**No row breaks the pattern: the band gap of MoS₂ levels off as the cell expands**

From the smallest to the largest cell the band gap rises by only 19 meV, and most of that rise comes early. The smallest direct gap falls by 235 meV over the same range. The near standstill of the band gap looks like a break, but a smooth curve passes through every row within the rounding of the table.

Ansatz 0.2.0, all-electron LAPW: scalar-relativistic PBE without spin polarization for MoS₂ (P6₃/mmc, 6 atoms per cell), with the cell scaled uniformly and the atoms fixed at their scaled positions. The self-consistent k mesh is 10×10×3, with Fermi–Dirac smearing of 0.03 eV and a basis error target of 1 meV/atom.

| volume (Å³/atom) | c/a | shortest distance (Å) | band gap (eV) | smallest direct gap on path (eV) |
| --- | --- | --- | --- | --- |
| 16.668 | 3.8896 | 2.318 | 0.702 | 1.709 |
| 17.023 | 3.8896 | 2.334 | 0.708 | 1.666 |
| 17.377 | 3.8896 | 2.350 | 0.713 | 1.625 |
| 17.555 | 3.8896 | 2.358 | 0.715 | 1.605 |
| 17.732 | 3.8896 | 2.366 | 0.717 | 1.586 |
| 17.909 | 3.8896 | 2.374 | 0.718 | 1.566 |
| 18.087 | 3.8896 | 2.382 | 0.719 | 1.547 |
| 18.441 | 3.8896 | 2.397 | 0.720 | 1.510 |
| 18.796 | 3.8896 | 2.413 | 0.721 | 1.474 |

**A smooth curve as yardstick**

The rows at 16.668, 17.732 and 18.796 Å³/atom are the two ends and the middle of the series. A parabola through these three band gaps predicts the other six rows. With $V$ the volume in Å³/atom and $u=(V-17.732)/1.064$, which runs from −1 to 1, it reads

$$E_\mathrm{gap}(u)=0.717+0.0095\,u-0.0055\,u^2\ \text{eV}.$$

The middle coefficient is half the total rise, $(0.721-0.702)/2$. The last is the height of the middle row above the mean of the ends, $0.717-(0.702+0.721)/2$.

The row at 18.441 Å³/atom, which did not help to set the curve, has $u=0.666$. The prediction is $0.717+0.0063-0.0024=0.7209$ eV, against a computed 0.720 eV. This is the largest miss for the band gap, 0.9 meV, and values printed to 1 meV allow misses of up to 1.1 meV. The direct gap, treated in the same way, also stays within that allowance, as the output after the text shows row by row.

**Why one gap falls and the other hardly moves**

The direct gap should depend mainly on the bonds inside a layer. In the usual picture of MoS₂ it lies near the point K, between molybdenum d states that are mixed with sulfur p states. This mixing helps to hold the two levels apart, and it weakens as the Mo–S bond lengthens. Here the bond grows by 4% and the direct gap shrinks by 14%.

The band gap is indirect in every row, and its valence edge also feels the neighbouring layer. In bulk MoS₂ that edge usually lies at Γ, in states of molybdenum d and sulfur p character that point out of the layer. Where the sulfur planes of adjacent layers face each other, the overlap of their states pushes the edge up and narrows the gap. Expansion widens the vertical spacing of these sulfur planes from 3.07 to 3.20 Å, which should relieve the push and open the gap, while the longer bonds should lower the conduction edge and so work to close it.

In this picture the two effects nearly cancel, and their balance shifts along the series. Overlap between layers fades quickly with distance, so each further expansion has less of it to remove. The opening effect therefore weakens and the band gap levels off. This argument suits the numbers, but bonds and layer spacing grow together in every row, so the table cannot separate their shares. Longer bonds should also lower the valence edge itself, because its molybdenum and sulfur parts are antibonding, so the layer spacing need not do all of the opening. If the picture holds, squeezing the layers together alone should narrow the band gap, and stretching them in the plane alone should narrow both gaps.

**Where a real break would come from**

The trend is smooth because nothing in the model crystal changes abruptly. All atoms keep their symmetry and relative positions, and the same bands stay filled below a gap. Each level then shifts continuously with volume. A kink appears when a band edge jumps to another k point, or when two levels swap order at the same one, because the band gap is the smallest of several candidate gaps. On expansion, such a switch can only make the rise slower or turn it into a fall.

A plateau is just what a jump might leave behind, so the rival deserves a test. Two straight lines meeting at the middle row miss the band gap by at most 1.0 meV, hardly worse than the parabola. The rounded values therefore leave room for a weak kink. The gap found on the k mesh of the self-consistent calculation is known more finely: there the parabola misses by at most 0.2 meV and the two straight lines by 1.2 meV. That gap bends gradually, which shows that a bend of this kind needs no jump, though it does not prove the same for the tabulated band gap.

The mesh gap also carries a warning. It falls by 13 meV from the first row to the last, whereas the tabulated band gap rises. The mesh omits K and gives a gap 134 to 166 meV too large compared with the tabulated one. An excess this large hints that the conduction edge lies at or near K in these cells. When opposing effects leave so small a trend, the choice of k points can decide its sign.

Relaxation could change the trend as well. The sulfur atoms are held at scaled positions, and the force on each is still 1.2 eV/Å in the middle row and 2.5 eV/Å in the smallest cell. A real crystal under pressure would shift these atoms and shrink mainly across the soft gaps between layers. The series thus describes uniform scaling, and its small rise in band gap should not be used as a pressure coefficient.

Output of the analysis:

```
growth of the Mo-S bond from first to last row, percent: 4.098
vertical spacing of facing sulfur planes in the smallest cell, Å: 3.071
vertical spacing of facing sulfur planes in the largest cell, Å: 3.196
fall of the direct gap over the series, meV: 235
fall of the direct gap over the series, percent: 13.75
rise of the band gap over the series, meV: 19
fall of the direct gap divided by rise of the band gap: 12.37
direct gap minus band gap in the smallest cell, eV: 1.007
direct gap minus band gap in the largest cell, eV: 0.753
shrinkage of that difference, meV: 254
largest miss of the three-point parabola for the band gap, meV: 0.8882
largest miss of the three-point parabola for the direct gap, meV: 0.8157
largest miss that rounding alone allows for the parabola, meV: 1.111
largest miss of two straight lines for the band gap, meV: 1.005
largest miss of the three-point parabola for the mesh gap, meV: 0.1835
largest miss of two straight lines for the mesh gap, meV: 1.201
change of the mesh gap from first to last row, meV: -13.05
row by row:
     row  band gap parabola miss meV  direct gap parabola miss meV  band gap slope meV per Å3/atom  direct gap slope meV per Å3/atom  mesh gap eV  mesh gap slope meV per Å3/atom  mesh gap minus band gap meV
  16.668                           0                             0                             n/a                               n/a       0.8685                             n/a                        166.5
  17.023                      0.2275                        0.7387                            16.9                            -121.1        0.869                           1.549                          161
  17.377                      0.2181                        0.8157                           14.12                            -115.8       0.8683                          -1.949                        155.3
  17.555                      0.2674                        0.6987                           11.24                            -112.4       0.8676                          -4.382                        152.6
  17.732                           0                             0                            11.3                            -107.3       0.8665                          -5.819                        149.5
  17.909                      0.4282                        0.6057                            5.65                              -113       0.8652                          -7.345                        147.2
  18.087                      0.5574                        0.4088                           5.618                            -106.7       0.8637                          -8.596                        144.7
  18.441                      0.8882                        0.1456                           2.825                            -104.5         0.86                          -10.51                          140
  18.796                           0                             0                           2.817                            -101.4       0.8554                          -12.82                        134.4
```
